# How dense a k-mesh does boron phosphide need? An estimate by hand

## The naive expectation

Halve the spacing between the k-points, and the error of the energy should fall to about a quarter. That is how the trapezoidal rule treats an ordinary smooth integral, and the energy of a crystal is an integral over k, replaced by a sum over a mesh. The table lets us test this on boron phosphide, a semiconductor with a two-atom cell.

Boron phosphide (F-43m, two-atom cell) in GPAW 26.7.0: one-shot r2SCAN0 (25 % exact exchange) on r2SCAN orbitals, with PAW data sets, a 550 eV plane-wave cutoff and Fermi-Dirac smearing of 0.001 eV, without spin polarisation or spin-orbit coupling. The sweep value is the k-point spacing in Å⁻¹; energies are counted from the tightest mesh.

```tsv
sweep value	energy less tightest (meV/atom)	gap (eV)
1.087	306.7	3.028
0.7143	79.7	2.878
0.5556	22.6	2.728
0.4167	6.4	2.812
0.3571	1.6	2.697
0.3125	0.0	2.720
```

The "sweep value" is the largest spacing allowed between neighbouring k-points. The "energy less tightest" is the energy relative to that of the last row, which is zero by definition. Both result columns are one-shot hybrid values: a quarter of exact exchange, evaluated on r2SCAN orbitals without further iteration.

The first row has three mesh divisions along each reciprocal edge and the fourth has six, so the true spacing is halved between them. The energy error, relative to the tightest mesh, falls from 306.7 to 6.4 meV/atom. That is a factor of nearly fifty where the naive rule promised four.

## From the spacing to the mesh

A mesh has a whole number of divisions, so the first step by hand is to find that number. The cell has edges of 3.21 Å at angles of 60°, and its reciprocal edge is 2π / (3.21 Å × √(2/3)) = 2.40 Å⁻¹. Divide this length by the allowed spacing and round up. The result is N, the number of divisions along each edge, and it runs from 3 to 8 down the table.

Rounding up has a practical consequence. In this cell every allowed spacing from 0.35 to 0.39 Å⁻¹ gives the same seven divisions, and hence the same energy. A small change of the setting may therefore do nothing, while another small change adds a whole layer of points. The error should be thought of as a function of N.

## Why the error falls so fast

A mesh with N divisions that includes the zone centre, k = 0, admits only electron waves that repeat after N cells. The calculation therefore describes a block of crystal, N cells long in each direction, that is closed on itself. Leaving aside the long-range part of exact exchange, which comes up again below, its energy differs from that of the endless crystal only as far as the electrons can notice the closure.

In a semiconductor they notice little. The filled bands can be described by orbitals localised around the bonds, and the link between the electron amplitudes at two distant places dies away roughly exponentially with their separation. Each further division makes the closed block 3.2 Å longer along each edge. It should therefore reduce the error by about the same factor each time, whatever the error was before.

The same argument shows what was wrong with the naive rule. The trapezoidal error that falls to a quarter comes from the two ends of the interval, where the slopes of the function do not match. The energy of completely filled bands is periodic in k and has no such ends. A metal is different, because its Fermi surface cuts the bands off inside the zone and destroys the smoothness on which the fast decay rests.

## A simpler system: the ring of alternating bonds

A ring of carbon atoms in the Hückel picture shows the same contrast. Let one cell hold two atoms, and let strong and weak bonds alternate around the ring. The energy per cell then approaches that of the endless chain exponentially as cells are added, because the electrons stay mostly on the strong bonds. If all bonds are made equal, the gap of the endless chain closes and the error falls only as the inverse square of the ring's length.

The ring lends us the form of the decay, and it also warns that the form is not a pure exponential. A slowly falling power of the ring's length multiplies it, so that the factor by which each added cell reduces the error shrinks a little as the ring grows.

The likeness ends there. The ring is one-dimensional, and its electrons do not repel each other. Its error changes sign between odd and even numbers of cells, whereas the coarser meshes of boron phosphide all lie above the tightest one. The size of the reduction factor has to come from the crystal itself.

## The rule of thumb

If each division reduces the error by the same factor f, two numbers describe the whole series: f itself and the error at one chosen mesh. The energy of an infinitely dense mesh is unknown, but it cancels in the drop from one mesh to the next, and these drops shrink by the same factor f. I fitted a straight line by least squares to the logarithms of the five drops between the six meshes. It gives f = 3.47 and an error of 24 meV/atom at five divisions.

Rounded for use by hand, the rule reads:

**error ≈ 25 meV/atom at N = 5; divide by 3.5 for each further division, multiply by 3.5 for each one fewer.**

This error is relative to an infinitely dense mesh. The table counts from the mesh with eight divisions, to which the rule itself assigns an error of 25 / 3.5³ ≈ 0.6 meV/atom. That amount has to be subtracted before the two are compared.

## Two rows worked

Take the sweep value 0.7143 first.

- Divisions: 2.40 / 0.7143 = 3.36, rounded up to 4.
- Error: one division fewer than five, so 25 × 3.5 = 87.5 meV/atom.
- Relative to the tightest mesh: 87.5 − 0.6 ≈ 87 meV/atom. The table has 79.7.

Now take the sweep value 0.4167.

- Divisions: 2.40 / 0.4167 = 5.76, rounded up to 6.
- Error: one division more than five, so 25 / 3.5 ≈ 7.1 meV/atom.
- Relative to the tightest mesh: 7.1 − 0.6 = 6.5 meV/atom. The table has 6.4.

Both rows took part in the fit, so their agreement shows how well two numbers can summarise the series. It is not a forecast of unseen data.

The rule can also be run backwards. Suppose the energy must be within 5 meV/atom. Starting from 25 at five divisions, the next steps give about 7 and then about 2, so seven divisions are needed. The table agrees: six divisions leave 6.4 meV/atom relative to the tightest mesh, and seven leave 1.6.

## How good the rule is

Over the five rows with an error to predict, the rule stays within 10 % of the table, while the error itself shrinks almost two-hundredfold. A stricter test leaves out each drop in turn and predicts it from the other four; the typical miss is then about 13 %. That is ample for choosing a mesh, where the decision is between whole divisions that differ by a factor of 3.5.

A power of N is the natural alternative, since it is what the naive rule assumes with its fixed power of two. Fitted to the same five drops with the same number of constants, it misses them by about 13 % on average, against 6 % for the exponential. It would also need a power far steeper than the second. The numbers thus favour the exponential over this range, though they do not make it exact.

The deviation has a direction. The ratio of one drop to the next falls steadily from 4.0 at the coarse end to 3.2 at the dense end, so each division helps a little less than the last. The ring of alternating bonds leads us to expect such a slowing. Exact exchange also has a mesh error of its own, from its long-range Coulomb term. Its share in these drops cannot be read from this table; a sweep without exact exchange could separate it.

The slowing matters most beyond eight divisions. There the rule probably promises too much, and its 0.6 meV/atom for the tightest mesh is better read as a low estimate.

## Where the rule fails: the gap

The gap does not follow the rule at all. With five divisions it lies within 10 meV of the tightest value, which looks like convergence. With six it is 92 meV above that value, and with seven it is 23 meV below. Anyone who had stopped at five divisions would have taken a lucky agreement for convergence.

The difference lies in what is being computed. The energy is a sum over the whole mesh, in which every point carries a small weight. The gap is the distance between two single levels: the highest filled and the lowest empty one that the mesh happens to contain. It depends on whether a point falls near the band edge, and a denser mesh need not have a closer one.

In boron phosphide the lowest empty state lies on the line from the zone centre Γ to the zone-boundary point X, at roughly 0.8 of the way (a recalled value). If the mesh contains Γ, its points on this line sit at the fractions 2/N, 4/N and so on. Five, seven and eight divisions then have a point at 0.80, 0.86 and 0.75, close to the minimum. Four and six divisions come no closer than 1.00 and 0.67.

The gaps fall into the same two groups. The three meshes with a near point give 2.70 to 2.73 eV, while four and six divisions give 2.88 and 2.81 eV. This supports the picture, although it rests on the assumed place of the mesh points. If the even meshes skipped Γ, they would miss the top of the filled bands, and that too could widen their gaps.

The coarsest mesh shows the limit of the picture. Its nearest point is at 0.67, as with six divisions, yet its gap is wider by 3.028 − 2.812 ≈ 0.22 eV. Distance from the minimum is therefore not the whole story when the mesh is this poor. The levels themselves also shift with the mesh, and the mesh error of exact exchange may be part of that.

For a gap, then, one should not wait for a zigzag to settle. The sounder way is to choose the mesh by the energy rule and then compute the levels along the line from Γ to X, so that the minimum is found and not hit by chance. The result should then be checked with a denser mesh, because a settled energy does not guarantee settled levels.

## Carrying the rule to another cell

The physical quantity behind N is the length of the closed block. If the same crystal is described by a cell doubled along each edge, half as many divisions give the same block and the same error per atom. Counting divisions without looking at the size of the cell would waste a great deal of work.

The factor 3.5 belongs to boron phosphide, to this hybrid energy and to steps of 3.2 Å. In a semiconductor with a smaller gap the electrons usually keep their link over longer distances, so a smaller factor is to be expected. Two energy drops from three successive coarse meshes are enough for a first estimate of it; as the ratios here show, that estimate will tend to be a little too hopeful.
